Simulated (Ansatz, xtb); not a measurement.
## Redistribution: C2H3Cl + C2H8Si → C2H6Si + C2H5Cl

Gas-phase species: C2H3Cl `C=CCl`, singlet; C2H8Si `CC[SiH3]`, singlet; C2H6Si `C=C[SiH3]`, singlet; C2H5Cl (chloroethane) `CCCl`, singlet. The partners trade Cl for SiH3; both sit on C, so the bond types are kept.

Shapes, held fixed at every level: PBE0-D4/def2-TZVP. Programs: Ansatz 0.2.0, xtb 6.7.1. The zero-point and thermal change to 298 K, harmonic and unscaled (PBE0-D4/def2-TZVP), is +2.1 kJ/mol.

Estimate ΔH(298 K) of this reaction.

The highest level, CCSD(T)/CBS estimate, gives ΔH(298 K) = -6.9 kJ/mol; the levels span -15.8 to +4.7. They disagree on the sign: 1 of 9 are positive. The column of differences is taken from that level and isn't an error. No measured value is set beside it here. The CBS estimate extrapolates MP2 from def2-TZVPP and def2-QZVPP and adds CCSD(T) − MP2 in the triple-zeta set, cores frozen.

| level | kind | ΔH(298 K) (kJ/mol) | less CCSD(T)/CBS estimate |
| --- | --- | --- | --- |
| GFN0-xTB | semi-empirical | +4.7 | +11.6 |
| HF/def2-TZVPP | Hartree–Fock | -15.8 | -8.9 |
| r2SCAN-D4/def2-TZVPP | meta-GGA | -1.0 | +5.9 |
| B3LYP-D4/def2-TZVPP | global hybrid | -4.4 | +2.5 |
| PBE0-D4/def2-TZVPP | global hybrid | -1.3 | +5.6 |
| r2SCAN0-D4/def2-TZVPP | global hybrid | -2.7 | +4.2 |
| MP2/def2-TZVPP | perturbation theory | -4.0 | +2.9 |
| CCSD(T)/def2-SVP | coupled cluster or CI | -3.2 | +3.7 |
| CCSD(T)/CBS estimate | coupled cluster or CI | -6.9 | 0.0 |

The exchange is mildly exothermic, at -6.9 kJ/mol at the highest level: silyl gains more than chlorine from the vinyl position. The thermal term of +2.1 kJ/mol opposes this, so the preference is electronic. An sp2 carbon is more electronegative than an sp3 carbon and so bonds relatively better to electropositive silicon, while chlorine is better served by the more electron-releasing ethyl group. Donation from a chlorine lone pair into the π* orbital of vinyl chloride works the other way, and this partial cancellation probably keeps the enthalpy small.

Only GFN0-xTB makes the reaction endothermic; every density functional and wavefunction level gives the same sign as the best estimate. Hartree–Fock exaggerates the exothermicity at -15.8 kJ/mol, against -4.0 for MP2 in the same basis, so correlation favours the reactants, possibly through the conjugated chloride. The direction is therefore well supported, but the net enthalpy can't apportion the preference between silyl and chlorine; that would take separate exchanges of each group with hydrogen.
